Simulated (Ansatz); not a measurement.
## Band topology of Bi$_{2}$Te$_{3}$ with spin–orbit coupling — Ansatz, plane waves and PAW

Space group R-3m (No. 166), 5 atoms in the cell of the first input below: a = 10.391 Å, b = 10.391 Å, c = 10.391 Å, α = 24.48°, β = 24.48°, γ = 24.48°.

The volume is a measured one, the structure type a prototype's, with its volume kept and shape and atoms relaxed (pressure 1.9 GPa with this functional, without spin–orbit coupling). Functional: PBE.

Input:

```yaml
crystal:
  lattice:
    - [2.2028484065, 1.2718151205, 10.0749891813]
    - [-2.2028484065, 1.2718151205, 10.0749891813]
    - [0.0, -2.543630241, 10.0749891813]
  atoms:
    - { symbol: Bi, position: [0.40029469, 0.40029469, 0.40029469] }
    - { symbol: Bi, position: [0.59970531, 0.59970531, 0.59970531] }
    - { symbol: Te, position: [0.0, 0.0, 0.0] }
    - { symbol: Te, position: [0.2092721986, 0.2092721986, 0.2092721986] }
    - { symbol: Te, position: [0.7907278014, 0.7907278014, 0.7907278014] }
basis:
  ecutwfc: 420
  ecutrho_ratio: 4
kpoints:
  mp_grid: { grid: [6, 6, 6] }
hamiltonian:
  xc: pbe
scf:
  occupations: { method: gaussian, width: 0.05 }
output:
  forces: true
  stress: true
  eigenvalues: true
  populations: true
  topological_invariants: true
magnetization:
  noncollinear: true
  spin_orbit: true
```

```bash
ansatz run input.yaml --threads 8 --pin off --max-ram 15360MiB --backend cpu --events-out ev --progress --plain --runs-dir out
```

Time: 4.7 min on 8 threads of Intel(R) Xeon(R) Platinum 8488C (Sapphire Rapids) (shared host), peak memory 6.9 GiB.

Without spin–orbit coupling the gap on a 8×8×8 mesh is 0.25 eV. With it, in a separate run (self-consistent on 8×8×8, bands on 10×10×10), a gap of 0.08 eV parts the filled from the empty bands, against 0.11 eV on its self-consistent mesh (a gap on a mesh is an upper bound, as the edges may lie between its points, so gaps on unlike meshes don't measure the coupling's effect alone). The indices are those of the lowest 78 bands, and their direct separation from the next band is open.

Odd-parity bands among them at the eight time-reversal-invariant momenta (inversion centre at 0.000 0.000 0.000):

```csv
k,odd bands
0.0 0.0 0.0,34
0.0 0.0 0.5,36
0.0 0.5 0.0,36
0.0 0.5 0.5,36
0.5 0.0 0.0,36
0.5 0.0 0.5,36
0.5 0.5 0.0,36
0.5 0.5 0.5,36
```

Question: What are the Z2 indices by the rule of Fu and Kane?

Answer: Each Kramers pair counts once, so δ = (−1)^(odd bands / 2): −, +, +, +, +, +, +, +. The product of all eight gives ν0, the products over the planes k_i = 1/2 the weak indices: (1;000). The Wilson-loop planes give (1;000).

Question: The cell is scaled in volume by 0.96 and 1.05 with the atoms carried along. Do the indices change?

Answer: No.

```
volume ratio  pressure with spin–orbit coupling (GPa)  smallest direct separation sampled (eV)            at k  separation       Z2
        0.96                                      4.7                                    0.101  0.36 0.47 0.47        open  (1;000)
        1.00                                      2.3                                    0.094  0.46 0.35 0.46        open  (1;000)
        1.05                                      0.0                                    0.086  0.34 0.45 0.45        open  (1;000)
```

Caveats: atoms feel forces of up to 0.10 eV/Å at volume ratio 1.05; atoms feel forces of up to 0.16 eV/Å at volume ratio 1.00; atoms feel forces of up to 0.41 eV/Å at volume ratio 0.96; semilocal functionals can invert narrow gaps falsely; the cell shown stands at 2.3 GPa, so it isn't this functional's equilibrium.

Bi$_{2}$Te$_{3}$ comes out as a strong topological insulator, in line with its established character. The parity counts place the nontrivial sign at Γ alone, where the filled bands hold one odd Kramers pair fewer than at the other invariant momenta. This fits the textbook picture: strong spin–orbit coupling, chiefly on Bi, pushes an even Bi p$_z$ state below an odd Te p$_z$ state at Γ, exchanging their occupation. Parities without the coupling would be needed to show that exchange directly.

The indices persist over the sampled volumes because the filled and empty bands stay separated. The smallest direct separation shrinks steadily on expansion, from 0.101 to 0.086 eV, probably through weaker hybridisation between the inverted bands. It lies well away from Γ, however, so it measures neither the depth of the inversion nor the distance to a topological transition there. The bulk invariant requires an odd number of Dirac cones on a surface that preserves time-reversal symmetry, but leaves their energy and dispersion undetermined.
